**Q:** I have a computed spectrum of tin in the diamond structure, the form called grey tin. Where does it absorb most strongly, and why there?

Dielectric function of grey tin (diamond structure, a = 6.543 Å), computed with Ansatz 0.2.0 (PBEsol, scalar-relativistic plane-wave PAW, 420 eV cutoff, 12×12×12 k mesh, 0.15 eV Fermi-Dirac smearing). The spectrum treats independent particles without local fields, on an 18×18×18 k mesh with 0.1 eV Gaussian broadening; the real part includes an undamped Drude term.

| photon energy (eV) | dielectric imaginary xx | dielectric real xx |
| --- | --- | --- |
| 0.1 | 9.29 | -319 |
| 0.3 | 3.08 | -12.1 |
| 0.5 | 4.37 | 14.9 |
| 0.7 | 7.86 | 24.9 |
| 0.9 | 18.5 | 28.9 |
| 1.1 | 24.6 | 18.6 |
| 1.3 | 21.8 | 12.7 |
| 1.5 | 18.8 | 10.0 |
| 1.7 | 16.1 | 9.34 |
| 1.9 | 14.3 | 10.0 |
| 2.1 | 14.3 | 12.4 |
| 2.3 | 17.3 | 12.8 |
| 2.5 | 19.4 | 11.8 |
| 2.7 | 21.6 | 10.9 |
| 2.9 | 25.8 | 10.1 |
| 3.1 | 35.6 | 0.13 |
| 3.3 | 22.1 | -13.0 |
| 3.5 | 14.9 | -9.76 |
| 3.7 | 13.1 | -8.07 |
| 3.9 | 10.8 | -7.43 |
| 4.1 | 10.4 | -5.56 |
| 4.3 | 11.4 | -8.11 |
| 4.5 | 7.88 | -8.37 |
| 4.7 | 6.28 | -7.54 |
| 4.9 | 5.22 | -6.77 |
| 5.1 | 4.45 | -6.13 |
| 5.3 | 3.82 | -5.58 |
| 5.5 | 3.30 | -5.06 |
| 5.7 | 2.85 | -4.57 |
| 5.9 | 2.51 | -4.08 |
| 6.1 | 2.26 | -3.65 |
| 6.3 | 2.05 | -3.22 |
| 6.5 | 2.13 | -2.67 |
| 6.7 | 2.28 | -2.80 |
| 6.9 | 2.04 | -2.76 |
| 7.1 | 1.82 | -2.66 |
| 7.3 | 1.59 | -2.49 |
| 7.5 | 1.44 | -2.28 |
| 7.7 | 1.36 | -2.13 |
| 7.9 | 1.22 | -1.99 |

**A:** Read the imaginary part, $\varepsilon_2$, as the strength of absorption at photon energy $E$. It reaches the tens in the infrared and visible and falls to about 1 near 8 eV. The highest value is 35.6 at 3.1 eV, and a second maximum, about two thirds as high, stands at 1.1 eV.

Absorption lifts an electron from an occupied band to an empty one. If the two bands run nearly parallel over a wide region of crystal momentum, many electrons need the same photon energy, and their transitions pile up into a peak. That is the standard origin of such maxima in semiconductors with this structure. The table holds no bands, so it can't say which region makes which peak.

**Q:** The real part is −319 at 0.1 eV but +14.9 at 0.5 eV. What flips it?

**A:** Two contributions of opposite sign compete in the real part, $\varepsilon_1$. Free carriers have no restoring force, so they move against the driving force of the light and contribute $-E_\mathrm{p}^2/E^2$, where $E_\mathrm{p}$ is their plasma energy. Bound electrons, lifted between bands, respond in phase at low photon energy and give a positive background $\varepsilon_\mathrm{b}$. The free-carrier term grows without limit towards zero energy, so it must win there.

The calculation gives $E_\mathrm{p}=1.867$ eV. At 0.3 eV the free carriers therefore contribute $-(1.867/0.3)^2=-38.7$. The table has −12.1, which leaves a background of about 27; at 0.5 eV the same subtraction leaves about 29. The two contributions cancel where

$$E=\frac{E_\mathrm{p}}{\sqrt{\varepsilon_\mathrm{b}}}\approx\frac{1.867}{\sqrt{28}}\ \mathrm{eV}\approx 0.35\ \mathrm{eV},$$

which lies between the two rows where the sign changes. The free-carrier term was put into the calculation in this form, so the estimate explains the numbers but doesn't test the formula.

A real, cold sample would probably change sign at a lower energy. The formula says that a quarter of the free-carrier weight $E_\mathrm{p}^2$ halves the crossing energy, as long as the background stays the same. Cold grey tin is known to be a semimetal with very few carriers. This calculation has more, for two reasons: its bands overlap by about 0.2 eV, which semilocal functionals can produce falsely, and its electrons are smeared over energy as if they were at roughly 1700 K. A single run can't tell how much each adds.

The absorption of 9.29 at 0.1 eV needs separate care. The free carriers were given no damping, so they absorb nothing here. That value comes from transitions between bands, broadened by as much as the photon energy itself.

**Q:** At 3.3 eV the real part is negative again, −13.0. Free carriers once more?

**A:** No, their share there is only about −0.3. This time the bound electrons have changed sides. A bound electron behaves like a mass on a spring: driven slowly, it follows the force; driven faster than its own frequency, it lags and ends up moving against it. Its contribution to $\varepsilon_1$ is proportional to $1/(E_0^2-E^2)$, with $E_0$ its transition energy, and turns negative once $E$ exceeds $E_0$.

The same thing happens at the 1.1 eV peak, where the real part drops from 28.9 at 0.9 eV to 9.34 at 1.7 eV. It stays positive because the stronger transitions higher up still follow the light. Only from the main peak at 3.1 eV on do the bound electrons moving against the light prevail, and they do so up to the last row.

**Q:** Could I have worked out the real part from the absorption alone?

**A:** Yes, apart from the free-carrier term, which has to be added. Summing the spring response over all transitions gives the Kramers–Kronig relation:

$$\varepsilon_1(E)=1-\frac{E_\mathrm{p}^2}{E^2}+\frac{2}{\pi}\,\mathrm{P}\!\!\int_0^\infty\frac{E'\varepsilon_2(E')}{E'^2-E^2}\,dE'.$$

The P means that the integral is taken symmetrically around the pole at $E'=E$. Replacing it by a plain sum over the rows gives −6.8 at 5.0 eV, where the neighbouring rows average −6.5. Part of that small gap is expected from absorption above 8 eV, which the rows leave out. At 3.2 eV the sum gives −11 against an average of −6.4. This needn't count against the sum: the real part falls steeply there and then turns upwards, so the average of two rows is a poor guess for the value between them. The relation holds for any response that follows its cause, so the agreement at 5.0 eV is no evidence that the functional is right.

**Q:** Which transitions matter most for the response to a slow field?

**A:** The low ones, far beyond their share of the total strength. Set $E=0$ in the integral and each piece of absorption counts with weight $1/E'$, whereas the total strength counts it with weight $E'$. Rows below 2 eV hold only 14 % of the strength found up to 8 eV, yet they supply 72 % of the static sum. A soft spring gives way most to a steady pull.

The row at 0.1 eV alone supplies 31 % of that sum, and it is the least certain one. Leave it out, and the other rows below 2 eV still provide about 40 of the remaining 69 percentage points. The conclusion survives, but the static value itself, about 39 without free carriers, depends on absorption that this calculation describes poorly.

**Q:** I measure reflectivity. Does a negative real part mean a shiny surface?

**A:** It favours one, even without free carriers. Where $\varepsilon_1$ is negative and $\varepsilon_2$ is small, the wave can't travel into the solid; it dies out near the surface and most of it returns. For a clean, flat surface at normal incidence, the two columns give a reflectivity of 43 % at 2.1 eV and 67 % at 5.1 eV. The imaginary part is about three times smaller at the higher energy, so a larger $\varepsilon_2$ is not what makes the surface brighter. An oxide film or a rough surface would change what you measure.

**Q:** Far above the main peak, can I treat the valence electrons as free?

**A:** As a rough guide. The cell holds eight valence electrons, and if they were all free, their density alone would fix the real part at −5.1 for a photon energy of 5.1 eV. If all eight were instead bound with $E_0=3.1$ eV, it would be −8.6. The table has −6.13, between the two: the springs still matter, but one spring for all electrons is too crude.

From 4.9 eV upwards the free-electron formula misses the table by 0.7 on root-mean-square average, the single spring by 1.4. Over the same rows the real part runs from −6.77 to −1.99, so even the formula with the smaller average miss gives the size and the trend, not the detail. The ranking rests on the lower of these rows: from 6.9 eV up the single spring lies closer to the table. Neither formula has an adjustable constant. The printed output below gives these comparisons together with the sums used above.

**Q:** Which digits would you trust when I compare this with a measured spectrum?

**A:** Trust the pattern more than the positions: a lower and a higher range of strong absorption, and a real part that turns negative just above the main peak. The rows fix a peak only to about 0.1 eV, and the height of a sharp peak depends on the chosen broadening. The value 0.13 at 3.1 eV is simply a point close to a zero crossing. At 0.1 eV the numerical error of the free-carrier weight already moves −319 by about 4, and the doubt about the number of carriers weighs more. The run also carries a warning that results for a metal are sensitive to the k mesh, which bears mainly on the lowest rows.

A known change of shape would come from spin–orbit coupling, which is absent here. In an element as heavy as tin it splits the upper valence bands by several tenths of an electronvolt, so expect the single peak at 1.1 eV to become two. Expect the measured main peak to lie higher than the computed one, since semilocal functionals usually place transitions too low. The missing attraction between the excited electron and its hole also reshapes peaks, and this spectrum can't tell how large either error is.

The analysis program printed:

```
Free-carrier part of the real part at 0.1, 0.3, 0.5, 0.7, 0.9 eV: -348.5, -38.72, -13.94, -7.112, -4.302
Interband remainder of the real part at the same energies: 29.49, 26.62, 28.84, 32.01, 33.2
Uncertainty of the real part at 0.1 eV from the Drude weight: 3.555
Plasma energy from the two lowest rows alone, flat remainder assumed, eV: 1.858
Imaginary part, main maximum over the maximum below 2 eV: 1.447
Free-carrier part of the real part at 3.3 eV: -0.32
Static interband real part from the Kramers-Kronig sum over the rows: 38.59
Static interband real part given by the program: 39.4
Share of rows below 2 eV in the static sum, percent: 71.93
Share of the 0.1 eV row alone in the static sum, percent: 31.47
Share of rows below 2 eV in the strength sum, percent: 14.4
Real part at 2.0 eV from the Kramers-Kronig sum with free carriers: 10.79
Real part at 2.0 eV, mean of the neighbouring rows: 11.2
Real part at 3.2 eV from the Kramers-Kronig sum with free carriers: -11.1
Real part at 3.2 eV, mean of the neighbouring rows: -6.435
Real part at 5.0 eV from the Kramers-Kronig sum with free carriers: -6.786
Real part at 5.0 eV, mean of the neighbouring rows: -6.45
Interband strength up to 8 eV, in electrons per cell: 7.381
Real part at 5.1 eV for eight free electrons per cell: -5.056
Real part at 5.1 eV for eight electrons bound at the main peak: -8.605
Rms miss of the free-electron estimate from 4.9 eV up: 0.6561
Rms miss of the bound-electron estimate from 4.9 eV up: 1.362
Reflectivity at 2.1 eV, percent: 43.14
Reflectivity at 3.5 eV, percent: 64.84
Reflectivity at 5.1 eV, percent: 66.91
```
